## Where an orbital energy meets distance

The rows below describe the same molecule at the same geometry: a zirconium centre carrying two amide groups, a fluoride and a siloxide. Only the density functional changes, and with it the highest occupied level (HOMO), the lowest empty level (LUMO) and the gap between them. Exact exchange is exchange computed from the orbitals as in Hartree–Fock theory; the table gives its share, rounded from each functional's definition, separately for electrons close together and far apart. The last four rows are left open, and they put most of their exact exchange at long range. How far can the twelve filled rows tell us where their levels lie?

Kohn–Sham HOMO and LUMO energies and their gap for C2H11FN2OSiZr (SMILES C[N](C)[Zr]([NH2])([F])[O][SiH3]) in the gas phase, computed with Ansatz 0.2.0. Each functional is used with the def2-TZVPP basis and a def2 core potential on Zr, at the same PBE0-D4/def2-TZVP geometry.

| functional | class | exact exchange, short range (%) | exact exchange, long range (%) | HOMO (eV) | LUMO (eV) | gap (eV) |
| --- | --- | --- | --- | --- | --- | --- |
| SPW92 | LDA | 0 | 0 | -5.34 | -1.33 | 4.00 |
| PBE-D4 | GGA | 0 | 0 | -5.20 | -1.10 | 4.10 |
| revPBE-D4 | GGA | 0 | 0 | -5.14 | -1.00 | 4.14 |
| BLYP-D4 | GGA | 0 | 0 | -5.09 | -1.00 | 4.09 |
| r2SCAN-D4 | meta-GGA | 0 | 0 | -5.42 | -0.87 | 4.55 |
| B97M-V | meta-GGA | 0 | 0 | -5.55 | -1.01 | 4.54 |
| r2SCANh-D4 | global hybrid | 10 | 10 | -5.90 | -0.54 | 5.36 |
| B3LYP-D4 | global hybrid | 20 | 20 | -6.26 | -0.58 | 5.68 |
| PBE0-D4 | global hybrid | 25 | 25 | -6.46 | -0.32 | 6.14 |
| r2SCAN0-D4 | global hybrid | 25 | 25 | -6.62 | -0.04 | 6.58 |
| HSE06-D4 | screened hybrid | 25 | 0 | -6.06 | -0.67 | 5.39 |
| BHLYP-D4 | global hybrid | 50 | 50 | -7.66 | 0.20 | 7.86 |
| CAM-B3LYP-D4 | range-separated | 19 | 65 | ? | ? | ? |
| LC-wPBE | range-separated | 0 | 100 | ? | ? | ? |
| wB97X-V | range-separated | 17 | 100 | ? | ? | ? |
| wB97M-V | range-separated | 15 | 100 | ? | ? | ? |

**From SPW92 to B97M-V: no exact exchange.** These six functionals are semilocal: they build exchange from the density and related quantities at each point. The LDA and the three GGAs put the gap at 4.0 to 4.1 eV, while the two meta-GGAs put it near 4.5 eV. The semilocal part therefore leaves its own mark, but a modest one.

**From r2SCANh to PBE0 and on to BHLYP: the same share at every distance.** Mixing in exact exchange lowers the HOMO and raises the LUMO in each family of functionals. From PBE to PBE0, and from r2SCAN to r2SCAN0, the gap opens by about 0.08 eV for every per cent. At 50%, BHLYP reaches 7.86 eV, nearly twice the gap of its parent BLYP. Its LUMO lies above zero, where the value depends on how much room the basis set gives an unbound electron.

The hydrogen atom shows why this happens. Its single electron cannot repel itself, so exchange must cancel the self-repulsion contained in the electrostatic energy of the density. Exact exchange does so; a semilocal functional leaves a remainder, and the occupied level ends up several eV too high. The comparison has a limit: our molecule has many other electrons, which rearrange when one leaves. Exact exchange alone lacks that rearrangement in its orbital energies, so a large dose of it can push the HOMO too deep.

For the empty level the argument runs through fractional electron numbers. The exact energy changes along a straight line between whole numbers of electrons. In the calculations here, the HOMO and LUMO energies are the slopes of the computed energy on either side of the molecule's own number of electrons. Leftover self-repulsion bends the line into a sagging curve. The slope is then too high where the HOMO is read and too low where the LUMO is read. With the other electrons held fixed, each is off by roughly half the self-repulsion; their rearrangement makes the actual error smaller.

Total energies of the molecule and its cation support this reading. Their difference, the ionisation energy, is 8.0 eV with PBE and 8.2 eV with PBE0, so it hardly moves. Minus the HOMO energy falls short of it by 2.8 eV with PBE and by 1.7 eV with PBE0. What changes down the table is mainly an error of the orbital energy, and much less the energy needed to remove an electron.

Among the filled rows, one and the same molecule has gaps from 4.00 to 7.86 eV. The gaps of two molecules can therefore be compared only if they come from the same functional.

**HSE06: the same share, but only nearby.** HSE06 has the 25% of PBE0 at short range and lets it fade with distance. Its gap is 0.75 eV smaller than that of PBE0, so distant exchange counts. How much it counts depends on where "distant" begins. The long-range part of the repulsion is $\mathrm{erf}(\omega r)/r$, with $r$ the distance between two electrons, and it takes over beyond roughly $1/\omega$. In HSE06 $\omega$ is about 0.11 per bohr, which puts the border near 5 Å, at the outskirts of an orbital.

A simple model turns this into numbers. Take the orbital's density as a Gaussian cloud, proportional to $\exp(-2s^2r^2)$, where $r$ is now the distance from its centre and a larger $s$ means a more compact cloud. Averaging the long-range repulsion over the cloud gives the fraction of its self-repulsion that long-range exchange can cancel:

$$f=\frac{\omega}{\sqrt{\omega^2+s^2}}$$

With $a_\mathrm{s}$ and $a_\mathrm{l}$ the short- and long-range shares, written as fractions of one, the effective share of exact exchange is

$$q=a_\mathrm{s}+(a_\mathrm{l}-a_\mathrm{s})\,f$$

PBE, PBE0 and HSE06 fix $s$. The full 25% lowers the HOMO by 1.26 eV, and the long-range part accounts for 0.40 eV of that, so $f=0.32$ and $s\approx0.33$ per bohr. The LUMO, treated in the same way, gives a more spread-out cloud with $s\approx0.22$. These widths are effective parameters, not measured orbital sizes. Only the ratio of the shifts entered $s$, so the picture can be checked against their absolute size. Half the self-repulsion of these clouds is 5.0 and 3.4 eV, and the steps from PBE to PBE0, scaled up to 100%, are 5.0 and 3.1 eV.

A least-squares line through the twelve filled rows supplies the rest. The HOMO starts at −5.21 eV and falls by 4.91 eV per unit of $q$; the LUMO starts at −1.11 eV and rises by 2.83 eV. Functionals of meta-GGA type get a constant extra shift, −0.23 eV for the HOMO and +0.25 eV for the LUMO. The LUMO line is the less certain of the two. One likely reason is that the lowest empty orbital is not the same one in every row. With BLYP the three lowest empty levels lie within 0.15 eV of each other; with BHLYP the lowest stands 0.61 eV below the next.

**The four open rows.** LC-wPBE, which took no part in the fit, shows the steps. It has no exact exchange at short range and 100% at long range, with $\omega=0.40$ per bohr, so its border lies near 1.3 Å, well inside the orbital:

$$f=\frac{0.40}{\sqrt{0.40^2+0.33^2}}\approx0.77$$

$$E_\mathrm{HOMO}\approx-5.21-4.91\times0.77\approx-9.0\ \mathrm{eV}$$

If long-range exchange always counted as little as it does in HSE06, the gap of LC-wPBE would be only $4.10+4\times0.75=7.10$ eV. The model expects over 3 eV more. Its forecasts for all four rows, in eV, are:

| functional | $\omega$ (per bohr) | HOMO (±0.6) | LUMO (±0.7) | gap (±0.9) |
|---|---|---|---|---|
| CAM-B3LYP | 0.33 | −7.7 | 0.5 | 8.3 |
| LC-wPBE | 0.40 | −9.0 | 1.4 | 10.4 |
| wB97X-V | 0.30 | −8.8 | 1.3 | 10.1 |
| wB97M-V | 0.30 | −9.0 | 1.5 | 10.5 |

The error bars are a judgement. They are wider than the scatter of the fit because three of the rows lie far beyond the largest effective share it has seen, and because a Gaussian is a crude orbital. CAM-B3LYP should probably have a wider gap than BHLYP, with a HOMO too close to call; the other three gaps are too close to rank.

Two errors are more likely than others. Full long-range exchange might hold the HOMO near minus the ionisation energy, about −8.2 eV, which would make the forecasts too deep. A diffuse orbital might become the lowest empty one, which would make the forecasts for LUMO and gap too high.

The withheld rows as computed:

| functional | class | exact exchange, short range (%) | exact exchange, long range (%) | HOMO (eV) | LUMO (eV) | gap (eV) |
| --- | --- | --- | --- | --- | --- | --- |
| CAM-B3LYP-D4 | range-separated | 19 | 65 | -7.81 | 0.34 | 8.15 |
| LC-wPBE | range-separated | 0 | 100 | -9.11 | 1.40 | 10.51 |
| wB97X-V | range-separated | 17 | 100 | -8.80 | 1.22 | 10.02 |
| wB97M-V | range-separated | 15 | 100 | -8.73 | 0.70 | 9.43 |

**What held.** For CAM-B3LYP, LC-wPBE and wB97X-V, every level and gap lies within 0.2 eV of its forecast. The LUMOs lie above zero, though, so their values and the gaps built on them belong to this basis set. The gap of LC-wPBE is 10.51 eV, far above the 7.10 eV obtained by carrying over the weak effect seen in HSE06. Moving the border from the outskirts of the orbital to its interior makes the same kind of exchange count much more. CAM-B3LYP does have a wider gap than BHLYP, and their HOMOs differ by only 0.15 eV.

The three functionals with 100% at long range also place the HOMO deeper than −8.2 eV, LC-wPBE by about 0.9 eV. Full exact exchange at long range is thus no guarantee that minus the HOMO energy matches an ionisation energy of about 8.2 eV. This is where the hydrogen atom stops being a guide: theory puts such an excess down largely to the rearrangement of the other electrons, which exact exchange leaves out of the orbital energy. The 8.2 eV is the PBE0 value, but the excess does not hang on that choice. Total energies from wB97X-V and wB97M-V themselves give an ionisation energy of 8.3 eV, and minus the HOMO energy exceeds it by about 0.5 and 0.4 eV. For LC-wPBE the cation was not computed.

**What failed.** For wB97M-V the HOMO forecast is 0.26 eV too deep, within its bar. The LUMO forecast is 0.81 eV too high and the gap forecast 1.07 eV too wide, both outside theirs. The exact exchange is hardly to blame: wB97X-V has the same $\omega$ and almost the same shares, yet its LUMO lies 0.52 eV higher. The difference must come mainly from the rest of the functional, which the model reduces to one constant shift.

That shift was a poor choice here. Without it the HOMO would be right to 0.03 eV, but the LUMO would still be $0.81-0.25=0.56$ eV too high. Nor does it look as if one orbital had slipped below the others: the four lowest empty levels all lie 0.52 to 0.56 eV below those of wB97X-V. The whole group has moved, and these data do not show why. For this molecule the model describes well what exact exchange does at a given distance, and less well an empty level above zero when the semilocal part changes too.
